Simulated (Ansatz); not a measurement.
A van 't Hoff estimate for HI + GaH2(SH) ⇌ H2S + GaH2I

Species: HI (hydrogen iodide), singlet; GaH2(SH), singlet; H2S (hydrogen sulfide) `S`, singlet; GaH2I `[GaH2][I]`, singlet. The partners trade I for SH: H–I and Ga–SH bonds give way to H–SH and Ga–I.

The electronic reaction energy at CCSD(T)/def2-TZVPP is -36.1 kJ/mol. Shapes: PBE0-D4/def2-TZVP. Programs: Ansatz 0.2.0. Enthalpy and entropy come from rigid-rotor, harmonic-oscillator sums on unscaled PBE0-D4/def2-TZVP wavenumbers, ideal gases at 1 bar. Symmetry numbers: HI 1, GaH2(SH) 1, H2S 2, GaH2I 2. R = 8.3145 J/(mol K).

```
T (K)  ΔH (kJ/mol)  ΔS (J/(mol K))
  800        -36.1            +0.2
 1100        -37.8            -1.7
 1400            ?               ?
```

Task: Work out ln K at 800 and 1100 K, and from these estimate it at 1400 K.

Result: 
1. 800 K: ΔG = -36.1 − 800 × (+0.2)/1000 = -36.3 kJ/mol; ln K = −ΔG/RT = +5.46.
2. 1100 K: ΔG = -37.8 − 1100 × (-1.7)/1000 = -35.9 kJ/mol; ln K = −ΔG/RT = +3.93.
3. Slope against 1000/T: (+3.93 − (+5.46))/(0.9091 − 1.2500) = +4.49, that is −ΔH/R with ΔH near -37 kJ/mol.
4. 1400 K: ln K = +5.46 + (+4.49) × (0.7143 − 1.2500) = +3.05.

The full sums give ΔH = -39.5 kJ/mol, ΔS = -3.0 J/(mol K), ΔG = -35.3 kJ/mol and ln K = +3.03 at 1400 K, so the line is off by +0.02 in ln K; without rounding the miss is +0.04, from the change of ΔH with temperature. The products are favoured over this whole range. An error of 10 kJ/mol in the energy moves ln K by 0.9 at 1400 K. Soft modes are treated as harmonic, which can err either way at these temperatures; the lowest are those of GaH2I (250 cm⁻¹). For atoms past krypton def2 sets carry core potentials with scalar relativity. Relativity is left out for Ga. Outer-core shells of Ga, I are correlated, in sets that cover them unevenly.

The exchange is driven by enthalpy: ΔS stays close to zero, so ΔG hardly moves between 800 and 1400 K, and ln K falls mainly because a nearly constant ΔG is divided by a growing RT. The exothermicity fits the strong H–S bond replacing the weak H–I bond, in which the compact hydrogen 1s orbital overlaps poorly with diffuse iodine 5p. Gallium, with its larger valence orbitals, probably discriminates less between sulfur and iodine, so the change at hydrogen prevails.

The small entropy change reflects a conserved number of molecules and a partial cancellation: replacing linear HI by nonlinear H2S adds a rotation, while the higher symmetry numbers of the products lower their entropy. The same exchange turns one vibration into a rotation, which carries less heat capacity once the vibrations are excited, and this accounts for ΔH becoming more negative on heating. The constant describes exchange between monomers only, and doesn't show that either gallane would survive hydrogen loss at these temperatures.
